# Silicon nitride under equal strain: seven questions on the gap

A crystal of silicon nitride is squeezed or stretched by the same percentage along all directions. The atoms settle at each strain before the gap is read. Negative strain means compression, and every change is counted from the unstrained cell.

Si3N4 (P6_3/m, 14-atom cell) under equal strain along all axes, computed with Ansatz 0.2.0 (PBE, plane-wave PAW, 420 eV cutoff, 6×6×8 k mesh, no spin polarisation). The unstrained cell and the atomic positions at each strain were relaxed with r2SCAN. Strain is per length, changes are relative to the unstrained cell, and band edges were also searched between mesh points.

```csv
strain (%),band gap (eV),band gap change (eV),least direct gap change (eV),energy rise per atom (meV),pressure change (GPa)
-3,4.692,0.359,0.354,103.6,27.67
-2,4.573,0.239,0.237,52.3,17.36
-1,4.453,0.120,0.119,18.2,8.17
1,4.214,-0.120,-0.120,-3.5,-7.23
2,4.094,-0.240,-0.241,6.4,-13.60
3,3.900,-0.433,-0.437,28.8,-19.20
```

## 1. Which crystal has the wider gap, the squeezed or the stretched one?

The squeezed one. The gap falls from row to row as the crystal expands, and up to +2 % it does so very evenly, by about 0.12 eV for each 1 % of length. Squeezing by 2 % therefore raises the gap by almost the same amount as stretching by 2 % lowers it. Only the last step, from +2 to +3 %, is clearly larger.

## 2. Why does stretching narrow the gap?

The two edges of the gap belong to different kinds of state. Each nitrogen has three silicon neighbours and lies in or near their plane, which leaves it a lone pair of p character pointing out of that plane. In the usual bonding picture these lone pairs form the top of the valence band, and they take little part in the Si–N bonds. The bottom of the conduction band is expected to be antibonding between silicon and nitrogen.

An antibonding level is pushed up by the overlap of neighbouring orbitals. Longer bonds mean less overlap, so this level sinks towards the lone pairs and the gap narrows. Compression does the reverse. The same reasoning suggests a gap that narrows on expansion in other solids whose edges are built this way.

The printed edge energies can't test this picture. On expansion the conduction edge falls faster than the valence edge in every step, but that only restates that the gap narrows, because the zero of both energies shifts with the volume. The orbital character of the edges was not printed, so the explanation rests on general bonding arguments.

## 3. How can the trend be turned into a number?

For small strains the overlap changes roughly in proportion to the strain, and the gap follows. With $\varepsilon$ the strain in per cent and $\Delta E_g$ the band gap change,

$$\Delta E_g = a\,\varepsilon .$$

The one constant $a$ was fitted to the five rows up to +2 %, which gives $a=-0.1197$ eV per 1 %. These rows lie within 1 meV of the line. Since 1 % of length is about 3 % of volume, the slope corresponds to about −4.0 eV per unit of relative volume change, the quantity called the deformation potential of the gap.

The row at +3 % was left out of the fit because its larger step had already been noticed, so it is no independent trial of the rule. It does show the size of the departure: the extended line gives $-0.1197\times 3=-0.359$ eV, while the calculation gives −0.433 eV. The gap is thus 0.07 eV narrower than the rule allows, far more than the scatter of the other rows. The printed analysis after this text gives the fit and the steps between rows.

## 4. What goes wrong at +3 %?

The break comes from the conduction side. A shift of the energy zero moves both edges together, so it can't produce a break in only one of them. The valence edge continues its smooth course, whereas the conduction edge drops by 0.52 eV in the last step after 0.46 eV in the step before. The least direct gap drops along with the indirect one, because both end at the same conduction edge, at the centre of the Brillouin zone (Γ). Pressure and energy run on smoothly, which speaks against a sudden change of structure.

The likely explanation is a crossing of two conduction states. A second state at Γ, more sensitive to strain, would lie above the first up to +2 % and below it at +3 %. It would then have to approach the valence edge by at least the whole last step of 0.19 eV, about 1.6 times the fitted slope. The label "indirect" would not reveal such an exchange, because both states sit at Γ.

This remains an inference, since the higher conduction levels were not printed. It is also possible that the solver missed a low empty level in the other rows. Several conduction levels at Γ, together with a run near +2.5 %, would settle the matter. Until then the straight line should not be used beyond +2 %.

## 5. Is the change per gigapascal constant as well?

No, because the crystal stiffens when it is squeezed. Its atoms resist each further approach more strongly, so a given extra pressure shortens the bonds less and moves the gap less. With $P$ the pressure, $V$ the volume and $B$ the bulk modulus, the resistance to a change of volume,

$$\frac{dE_g}{dP}=-\frac{1}{B}\,\frac{dE_g}{d\ln V}.$$

Near the unstrained cell $B$ is about 257 GPa, so the gap widens by $3.99/257=0.0155$ eV, or about 16 meV, per GPa. Between −3 and −2 % it is only about 12 meV per GPa. Up to +2 %, strain is therefore the better variable for carrying the result from one load to another.

Equal strain is also not quite the same as equal pressure. In the compressed cells the stress is somewhat larger along the c axis than across it, and the pressure used here is the mean over the three directions. Under a truly uniform pressure the stiffer c axis would shorten a little less than the others, so the coefficient should be close to the one for a pressure cell, but not identical.

## 6. Why does stretching by 1 % lower the energy?

The starting cell is not the one PBE would choose. It was relaxed with another functional, r2SCAN, and in PBE it is under a pressure of about 5.7 GPa. The first bit of expansion relieves this pressure. At +1 % the relief is worth 11.1 meV an atom, while the elastic cost is only 7.6 meV, so the energy falls by 3.5 meV.

This also shows what another choice of cell would do. The PBE pressure vanishes at a stretch of about 0.8 %, where the fitted line puts the gap at 4.24 eV instead of 4.33 eV. A comparison of gaps from two functionals should therefore state whose cell was used; here that choice alone shifts the gap by about 0.1 eV.

## 7. Which digits can be trusted?

The changes deserve more trust than the gaps themselves. PBE makes the gaps of insulators too small, often by an eV or more, so the third decimal of a band gap in the table has no meaning for a real crystal. Much of that error is probably shared by all rows and would then cancel in a difference. How much of it varies with strain can't be told from one functional.

Even within PBE, the third digit of the slope depends on how the band edges are located. The valence top lies between the points of the regular mesh, and a finer search lowers the gap by about 0.01 eV in the most compressed cell and by about 0.03 eV in the most stretched one. Without that search the slope would be weaker by about 3 meV per 1 %. Provided that no low empty level was missed, the safe statement is 0.12 eV per 1 % of length, up to +2 %. The larger last step does not come from the edge search, since it appears on the plain mesh as well, but its cause remains open.

Numerical output:

```
fit of band_gap_change on 5 rows (strain < 3): coefficient of strain -0.1197 +/- 9.5e-05; rms 0.00037, worst 2 0.000526, leave-one-out rms 0.000473
  rows outside the fit (model, value, miss): 3 -0.3592, -0.433, 0.0738
gap of the unstrained cell, eV: 4.334
gap change per unit of relative volume change, eV: -3.991
Steps from the row above:
  row  gap eV per 1 %  conduction edge eV per 1 %  valence edge eV per 1 %  bulk stiffness GPa  gap meV per GPa
   -2          -0.119                     -0.5142                  -0.3949               335.1            11.54
   -1           -0.12                     -0.5001                  -0.3805               301.7            13.06
    1         -0.1195                     -0.4803                  -0.3604               256.7            15.52
    2           -0.12                     -0.4619                   -0.342               215.5            18.84
    3          -0.194                     -0.5241                  -0.3308               191.3            34.64
last gap step divided by the fitted slope: 1.62
last gap step on the plain mesh, eV: -0.1907
least lowering of the gap by the edge search, meV: 10.59
largest lowering of the gap by the edge search, meV: 27.78
least distance of direct and indirect gap, eV: 0.2003
largest distance of direct and indirect gap, eV: 0.2037
fit of pressure_change on 6 rows: coefficient of x -256.2 +/- 0.21, coefficient of x**2 614 +/- 0.99, coefficient of x**3 -917.4 +/- 31; rms 0.00868, worst -2 0.0143, leave-one-out rms 0.0379
Energy in meV an atom:
  row  from integrated pressure  computed  difference  part of starting pressure  remainder
   -3                     105.2     103.6       1.611                       32.1       71.5
   -2                     53.25      52.3      0.9469                      21.61      30.69
   -1                     18.61      18.2        0.41                      10.92      7.284
    1                     -3.86      -3.5     -0.3604                     -11.14      7.637
    2                     5.814       6.4     -0.5861                      -22.5       28.9
    3                     27.91      28.8     -0.8862                     -34.08      62.88
strain at which the PBE pressure vanishes, %: 0.7964
gap at that strain from the fitted slope, eV: 4.238
```
